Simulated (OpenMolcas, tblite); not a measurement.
## A ladder of methods for C2H3AlO (SMILES C#[C][AlH][OH])

The species is C2H3AlO (7 atoms), meant as a singlet with charge 0. SMILES: `C#[C][AlH][OH]`. Geometry: a GFN2-xTB relaxation, a rough one for these elements and not checked as a minimum. This is one conformer, not always the lowest.

```xyz
7

C    -2.0139   -1.0989   -0.2214
C    -1.0120   -0.4506   -0.0175
Al    0.5557    0.6351    0.3715
O     2.0126    0.4657   -0.3611
H    -2.8823   -1.6703   -0.4042
H     0.4826    1.7419    1.4135
H     2.8573    0.3770   -0.7808
```

Each level gives the dipole moment (D). The values are calculated.

```tsv
level	kind	program	value (D)	CPU time
IPEA1-xTB	semi-empirical	tblite	0.83	under 2 s
HF/6-311+G**	Hartree–Fock	OpenMolcas	0.99	15 s
SVWN5/6-311+G**	LDA	OpenMolcas	1.03	32 s
BLYP/6-311+G**	GGA	OpenMolcas	1.03	41 s
M06-L/6-311+G**	meta-GGA	OpenMolcas	0.99	51 s
BHLYP/6-311+G**	global hybrid	OpenMolcas	0.97	38 s
```

The values span 0.83 to 1.03 D. Magnitudes only: a small dipole may point the other way at some levels. Times are those of the runs behind each value, whatever else they computed, on shared processors of several kinds: orders of magnitude only.

The dipole is modest because strongly polar bonds largely cancel. Aluminium is the positive centre of a nearly planar trigonal arrangement, with negative charge on the oxygen, hydride and ethynyl carbon around it, and the O–H bond dipole opposes that of Al–O. The Hartree–Fock and density-functional values lie close together, from 0.97 to 1.03 D. They do not follow the share of exact exchange, since BHLYP falls below both BLYP and Hartree–Fock. IPEA1-xTB is the outlier at 0.83 D, perhaps because its small valence basis limits polarisation.

The structure matters more than this spread suggests. The coordinates place Al–O–H essentially in a straight line, whereas aluminium hydroxides of this kind are normally bent, though with a soft bending mode. The linearity is probably an artefact of the tight-binding relaxation. Bending would turn the O–H dipole away from the Al–O axis and could shift the total by more than the differences between methods. The agreement therefore supports a consistent dipole for this frozen geometry, not a prediction for the equilibrium molecule.
